A calculation on a crystal averages over the Brillouin zone, the space of electron wave vectors, by summing over a mesh of points. Ni₃Ge is a metal, and some of its bands are filled in only part of that zone. Each row below repeats one calculation on the same fixed cell with a different mesh. "Less reference" means the value minus that of the 18x18x18 mesh.

Ni₃Ge in a fixed cubic cell of 4 atoms, computed with Ansatz 0.2.0: PBEsol without spin polarisation, scalar-relativistic PAW datasets made for PBE, 420 eV plane-wave cutoff, Gaussian smearing of 0.1 eV, Gamma-centred k meshes. Energies are extrapolated to zero smearing; pressures are positive in compression and corrected for the finite cutoff. The reference mesh is 18x18x18.

```
  k mesh  energy less reference (meV per atom)  pressure less reference (GPa)  pressure (GPa)
   1x1x1                                2612.5                         24.708          23.714
   2x2x2                                 -33.8                         -3.696          -4.690
   4x4x4                                  -6.0                          0.095          -0.899
   6x6x6                                   0.0                          0.054          -0.940
   8x8x8                                   0.6                          0.014          -0.980
10x10x10                                  -0.2                         -0.006          -1.000
12x12x12                                   0.0                          0.003          -0.991
14x14x14                                   0.0                          0.001          -0.993
16x16x16                                   0.0                          0.001          -0.993
```

**Why does a single point fail so badly?**

The 1x1x1 mesh sees only the zone centre, Gamma, so every band counts as if it had its Gamma energy throughout the zone. The smearing entropy of that run shows how untypical this point is. If the width $\sigma$ is defined in the usual way, through $\exp[-(\varepsilon-\mu)^2/\sigma^2]$, one spin-paired orbital can contribute at most the smearing width divided by $\sqrt{\pi}$, about 0.056 eV, and the run has 0.318 eV per cell, against 0.010 eV on the reference mesh. With that definition, at least six orbitals crowd around the Fermi level at Gamma. This marks the point as untypical, but the smearing correction makes up only about 38 of the 2612.5 meV per atom; the rest lies in the free energy. The pressure of 23.7 GPa is an artefact of this sampling and no sign of a compressed crystal.

**Is a lower energy a better one?**

Not here. The 2x2x2 mesh lies 33.8 meV per atom below the reference, yet it samples only four distinct points, all of special symmetry. In a metal the Fermi surface separates filled from empty states, and a new mesh puts different points on either side of it. The sum can then overshoot or undershoot the true average, so errors can change sign from one mesh to the next. Completely filled bands also vary between the points, and their sampling error can likewise take either sign. On a mesh as coarse as 2x2x2 it is expected to be large, and these data don't separate the two sources. The variational principle ranks trial states on one mesh; it doesn't rank meshes.

**Why can the pressure be nearly right while the energy is still wrong?**

At 4x4x4 the pressure is within 0.1 GPa of the reference, but the energy is still off by 6.0 meV per atom. Pressure measures how the energy changes with volume. A mesh error that is equal at all volumes shifts the whole energy curve and leaves its slope alone. In symbols, $\Delta P=-\mathrm{d}\Delta F/\mathrm{d}V$, where $\Delta P$ is the pressure error, $\Delta F$ the free-energy error per atom and $V$ the volume per atom.

At 2x2x2 the slope is wrong as well. A volume increase of 1% is 0.11 Å³ per atom, and multiplying it by the pressure error of 3.7 GPa gives 0.41 GPa Å³. Since 1 eV/Å³ is about 160 GPa, the free-energy error changes by 2.5 meV per atom. At 4x4x4 the same step changes it by less than 0.1 meV, so there the error is almost a constant shift near this volume. The relation is exact theory, but with only one volume in the table it isn't tested here; nor do the data tell why the slope error is already this small at 4x4x4. It is still about a tenth of the pressure itself, which happens to be low in this cell.

**Does the 0.0 at 6x6x6 prove convergence?**

No, because the next mesh is worse, at 0.6 meV per atom. The printed analysis after this note splits the 6x6x6 error into two parts: the free energy is too high by about 0.15 meV per atom, and the correction to zero smearing is too low by about 0.19. They nearly cancel. This explains the zero but not the ranking, since the free energy alone is also closer at 6x6x6 than at 8x8x8, where it is off by 0.45 meV per atom. The mesh is good enough for a tolerance of 1 meV per atom, as all finer meshes confirm, but its zero shouldn't be read as extra accuracy.

**What happens in a larger cell?**

Doubling each edge of the crystal cell halves the zone in each direction. Gamma alone in the resulting 32-atom cell is then exactly the 2x2x2 sampling of the small cell. The error per atom carries over, and the total becomes $32\times(-33.8)$ meV, about −1.1 eV. A defect energy is a difference between such totals, so both cells need the same careful sampling; how much of the error would cancel isn't known from this table. To keep the quality of 12x12x12, the doubled cell needs 6x6x6.

**What if the smearing or the material changed?**

Smearing softens the jump in occupation at the Fermi surface, so a coarser mesh can follow it. A width below the present 0.1 eV would generally need more points. In an insulator each band is entirely full or empty, the jump is absent, and the sum usually settles much faster.

**Which digits of the pressure can be used?**

From 12x12x12 on, the mesh leaves the pressure uncertain by only a few thousandths of a GPa. The value of −0.99 GPa means that this cell is slightly stretched for the chosen method. With a bulk modulus of roughly 200 GPa, a recalled figure, the edge would shrink by about 0.006 Å. The absolute pressure also depends on the functional and on atomic datasets made for another one, which no mesh can repair.

For this cell and smearing, choose the mesh by the quantity wanted: 6x6x6 for energies within 1 meV per atom, 10x10x10 for pressures within 0.01 GPa. Accept a mesh only when the next finer ones agree with it in that same quantity.

Printed output of the fit:

```
Mesh points and parts of the energy error in meV per atom:
       row  all points  distinct points  free energy error  smearing correction error  change per 1% volume
     1x1x1           1                1               2574                      38.49                -16.96
     2x2x2           8                4              -37.8                      3.976                 2.538
     4x4x4          64               10              -6.05                     0.0635              -0.06522
     6x6x6         216               20               0.15                    -0.1868              -0.03707
     8x8x8         512               35               0.45                      0.117             -0.009612
  10x10x10        1000               56             -0.125                   -0.02512              0.004119
  12x12x12        1728               84                  0                      0.011              -0.00206
  14x14x14        2744              120              0.025                   -0.01387            -0.0006866
  16x16x16        4096              165              0.025                    0.01338            -0.0006866
Energy error 1x1x1 over 2x2x2, sizes, ratio: 77.29
Pressure error 1x1x1 over 2x2x2, sizes, ratio: 6.685
Energy error 2x2x2 over 4x4x4, sizes, ratio: 5.633
Pressure error 2x2x2 over 4x4x4, sizes, ratio: 38.91
Largest entropy term of one spin-paired orbital at 0.1 eV width, eV: 0.05642
Least number of orbitals near the Fermi level at 1x1x1, before rounding up: 5.639
Smearing correction of the reference, meV per atom: 1.281
Pressure error at 6x6x6, percent of the 16x16x16 pressure: 5.438
Pressure error at 8x8x8, percent of the 16x16x16 pressure: 1.41
Total energy error of a 32-atom cell with Gamma alone, eV: -1.082
Total energy error of a 256-atom cell with Gamma alone, eV: -1.536
Rough edge error from the 2x2x2 pressure error, A: -0.02175
Rough edge error from the 6x6x6 pressure error, A: 0.0003177
Rough edge change that would relax the 16x16x16 pressure, A: -0.005843
Distinct points 12x12x12 over 6x6x6, ratio: 4.2
```
